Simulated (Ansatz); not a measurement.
# Relative energies of C2H8Ge isomers

2 of its isomers, all singlets with charge 0: A = `[CH3][GeH2][CH3]`; B = ethylgermane `C[CH2][GeH3]`.

Shapes, held fixed at every level: PBE0-D4/def2-TZVP. Programs: Ansatz 0.2.0.

A:

```xyz
11

C    -1.2512    0.9594   -0.4373
Ge   -0.1868   -0.6752   -0.3103
C     1.4394   -0.3568    0.7265
H    -2.1597    0.7856   -1.0151
H    -0.6763    1.7479   -0.9256
H    -1.5352    1.3040    0.5583
H     0.1893   -1.1591   -1.7270
H    -1.0214   -1.7850    0.3639
H     2.0448    0.4171    0.2522
H     1.1861   -0.0281    1.7357
H     2.0364   -1.2667    0.7990
```

B:

```xyz
11

C    -0.7767    1.1507   -0.3631
C    -0.4337   -0.3257   -0.5033
Ge    1.0293   -0.8884    0.6735
H     0.0795    1.7859   -0.6051
H    -1.5947    1.4364   -1.0302
H    -1.0855    1.3955    0.6566
H    -0.1424   -0.5612   -1.5306
H    -1.3020   -0.9498   -0.2747
H     0.6504   -0.6342    2.1454
H     2.3023   -0.0801    0.3566
H     1.3387   -2.3861    0.4953
```

Electronic energies in kJ/mol, without zero-point or thermal terms.

```
                level                   kind  B − A
          HF/def2-SVP           Hartree–Fock  +31.0
        HF/def2-TZVPP           Hartree–Fock  +37.7
     SPW92/def2-TZVPP                    LDA  +32.8
 r2SCAN-D4/def2-TZVPP               meta-GGA  +40.7
r2SCAN0-D4/def2-TZVPP          global hybrid  +40.5
     CCSD(T)/def2-SVP  coupled cluster or CI  +26.0
        CCSD/def2-SVP  coupled cluster or CI  +26.5
   CCSD(T)/def2-TZVPP  coupled cluster or CI  +41.4
```

The highest level, CCSD(T)/def2-TZVPP, puts A lowest of these. All levels agree on that. The B − A difference spans +26.0 to +41.4 kJ/mol over the levels. Relativity is left out for Ge unless named. Correlated rows may include outer-core shells of Ge, which these sets cover unevenly.

Dimethylgermane lies below ethylgermane at every level, by +41.4 kJ/mol at CCSD(T)/def2-TZVPP. The bond balance explains the order: going from ethylgermane to dimethylgermane trades a C–C and a Ge–H bond for a Ge–C and a C–H bond. The gain from replacing the weak Ge–H bond with a strong C–H bond outweighs the loss of C–C bonding, helped by the polarity of Ge–C bonds between electropositive germanium and carbon.

The size of the gap depends far more on the basis than on the triples, which barely change it in def2-SVP. Correlation even reverses its effect: it narrows the Hartree–Fock gap in the smaller set and widens it in the larger one, probably because def2-SVP has too little angular flexibility to correlate the electrons around germanium evenly in the two bonding environments. The preference for dimethylgermane is therefore well supported between these two structures, but the close match of r2SCAN-D4 and r2SCAN0-D4 to the highest level doesn't establish a basis-set limit for its size.
